In a copper crystal, alternate (100) layers of atoms are pushed in opposite directions along their normal, as in a snapshot of one lattice vibration. Each of the two atoms in the cell moves by the amplitude $x$. The energy change $E$ is counted per cell from the undisturbed crystal. The force along mode, $F=-dE/dx$, adds the contributions of both atoms, and positive pressure means that the crystal is compressed.

Fcc copper (conventional a = 3.615 Å, 11.81 Å³ an atom) with a normal mode frozen into a two-atom cell of fixed size, not relaxed at this level. Ansatz 0.2.0, plane-wave PAW density functional theory, LDA, scalar-relativistic, no spin polarisation; cutoff 420 eV, k mesh 18×18×14, Gaussian smearing of 0.15 eV. Energies are free energies; pressure is positive in compression.

```csv
amplitude (Å of the largest displacement),energy change (meV a cell),force along mode (eV/Å),pressure (GPa)
-0.3,1174.1,8.747,20.98
-0.15,264.1,3.672,-4.29
0,0.0,0.000,-12.53
0.0375,15.8,-0.846,-12.02
0.075,63.8,-1.723,-10.48
0.1125,145.7,-2.657,-7.91
0.1875,422.3,-4.782,0.39
0.225,624.1,-5.993,6.16
0.2625,873.2,-7.315,13.02
```

**(a) Two rows have negative amplitudes. Is it harder to push the layers one way than the other?**

No. The displacement turns equal layer spacings into an alternation of narrow and wide gaps. Reversing its sign swaps narrow for wide, which gives the same crystal shifted by one layer. The rows at $-0.3$ and $-0.15$ Å therefore belong at $+0.3$ and $+0.15$ Å on a single curve, and only the sign of the force has to be turned. The displaced crystals are tetragonal; only the undisturbed one is cubic.

**(b) If the amplitude doubles, does the energy grow fourfold, as for an ideal spring?**

Nearly, at first. From 0.0375 to 0.075 Å the energy grows by a factor of 4.04, but from 0.15 to 0.3 Å by 4.45. The crystal becomes stiffer than a spring as the layers move further.

Because both signs of $x$ give the same energy, a term in $x^3$ is forbidden, and the first correction goes as $x^4$:

$$E=\tfrac12 kx^2+qx^4,\qquad |F|=k|x|+4q|x|^3 .$$

Here $k$ is the spring stiffness at small amplitude and $q$ measures the hardening. Relative to the spring, the correction is $2qx^2/k$ in the energy and $4qx^2/k$ in the force, twice as large. With $k$ taken as force over amplitude at 0.0375 Å, the energy at 0.3 Å lies 16 % above the spring value and the force 29 %. That is close to the expected two to one, and the small shortfall points to still higher powers of $x$.

This matters when a vibrational frequency is derived from forces at a single displacement. At 0.15 Å, force over amplitude is 24.5 eV/Å², against 22.6 eV/Å² at 0.0375 Å. The stiffness would come out about 9 % too high and the frequency, which goes as its square root, about 4 % too high.

**(c) Why does the crystal harden?**

Each atom has twelve nearest neighbours, at 2.56 Å. Four lie in its own layer and move with it, so their distances stay fixed. Four lie across the gap that narrows and four across the gap that widens. At 0.3 Å these two groups are 2.17 and 3.01 Å away.

The repulsion between atoms steepens quickly as their closed shells and the electrons around them are squeezed together. The short contacts therefore become stiffer, while the long ones become softer. To first order in $x$ the gain and the loss cancel, which is the symmetry of part (a) seen from a single atom. They don't cancel to second order, because a steepening repulsion gains more stiffness on approach than it loses on retreat. The contacts also turn as the layers move. The short ones come to lie flatter against the layers, so less of their stiffness acts along the motion, and this should take back part of the gain. What remains is a hardening that grows as $x^2$, which is the $x^4$ term in the energy.

This is the standard explanation. The calculation doesn't divide the energy among contacts, however, and in a metal the shared electrons also contribute, so the table agrees with the picture without proving it.

**(d) The cell keeps its size in every row. Why does the pressure rise?**

The steepening repulsion is at work again, this time through the forces between the atoms rather than the stiffness of their contacts. The short contacts push the crystal outwards and the long ones pull it inwards. At 0.3 Å the long contacts have stretched by 0.45 Å and the short ones have shrunk by only 0.38 Å, yet the pressure has gone up. In the language of contacts, the push must grow faster than the pull.

Since $+x$ and $-x$ are the same crystal, the rise must begin as $x^2$. From 0.15 to 0.3 Å it grows by a factor of 4.07, close to four. A vibrating atom spends its time on both sides of its site, so this outward push doesn't average away. Summed over all vibrations, it is the main reason why copper expands on heating.

**(e) At 0.1875 Å the pressure is almost zero. Has the crystal found its equilibrium there?**

No. The undisturbed crystal starts at $-12.5$ GPa, which means that it is under tension: at this level of theory copper would prefer a smaller cell. By 0.1875 Å the displaced layers have added 12.9 GPa of push, and the two happen to cancel. The atoms are still driven back, by a force along the mode of 4.8 eV/Å, shared equally between the two. Equilibrium requires the forces on the atoms and the stress on the cell to vanish together, and a pressure near zero covers only part of the second condition.

**(f) What would happen to this vibration if the cell were made smaller?**

It would stiffen, and the pressure column tells by how much. Suppose that the frequency varies with the cell volume $V$ as $V^{-\gamma}$, where $\gamma$ is called the Grüneisen parameter of the mode. The stiffness $k$ then varies as $V^{-2\gamma}$. When the whole cell is scaled, the displacement scales with it, so $x^2$ varies as $V^{2/3}$. The energy $\tfrac12kx^2$ thus goes as $V^{-2\gamma+2/3}$, and its pressure is

$$\Delta P=-\frac{dE}{dV}=\frac{E}{V}\left(2\gamma-\tfrac23\right).$$

Take the row at 0.075 Å, where the spring law still holds well:

- The volume of the two-atom cell is $2\times11.81=23.62$ Å³.
- The energy density is $0.0638/23.62=0.00270$ eV/Å³, or 0.433 GPa.
- The pressure rise is $12.53-10.48=2.05$ GPa, which is 4.74 times the energy density.
- Hence $\gamma=(4.74+0.67)/2\approx2.7$.

One per cent less volume should therefore raise the frequency by about 2.7 %. The same calculation puts this mode at 219 cm⁻¹, so the gain is about 6 cm⁻¹. Used at 0.3 Å, the formula gives only 2.4, because the energy there is no longer that of a spring; the small amplitudes are the ones to use. No frequency computed at a second volume is at hand to test the result.

The estimate also shows what the unrelaxed cell does to the answer. The local density approximation is known to make copper too compact, and the tension in the undisturbed cell agrees with that. Relaxation should therefore shrink the cell. If it removes several per cent of the volume, the frequency is expected to rise by some tens of cm⁻¹.

**(g) Which digits can be trusted?**

The energies and forces support each other. Between 0.225 and 0.2625 Å the energy rises by 249.1 meV, while the mean of the two end forces times the distance gives 249.5 meV. The slight excess is expected, since the force curve bends upwards and a straight line between its ends runs above it. Extrapolating the smearing of the electron occupations to zero changes the energies by at most 0.15 meV, whereas the hardening at 0.3 Å amounts to about 159 meV. The hardening is therefore far too large to come from rounding, and smearing is an unlikely cause.

The pressures deserve less trust. In the undisturbed cubic crystal the stress must be the same along all three axes, yet the computed values differ by 0.4 GPa. The 0.39 GPa at 0.1875 Å thus can't be told from zero. Differences between rows fare better: the three smallest displacements all give $\gamma$ close to 2.7, which would hardly happen if the error jumped irregularly from row to row. An error that grows smoothly with the displacement isn't excluded.

None of these comparisons tests the physical model, and no row varies the cutoff or the k mesh. The atomic datasets were made for another density functional, with an effect that no row measures, and the cell is larger than this level of theory prefers, by an amount that should shift the frequency far more than any rounding. The hardening and the rise in pressure are sound results for this cell, but not even the second figure of the stiffness should be carried over to real copper.
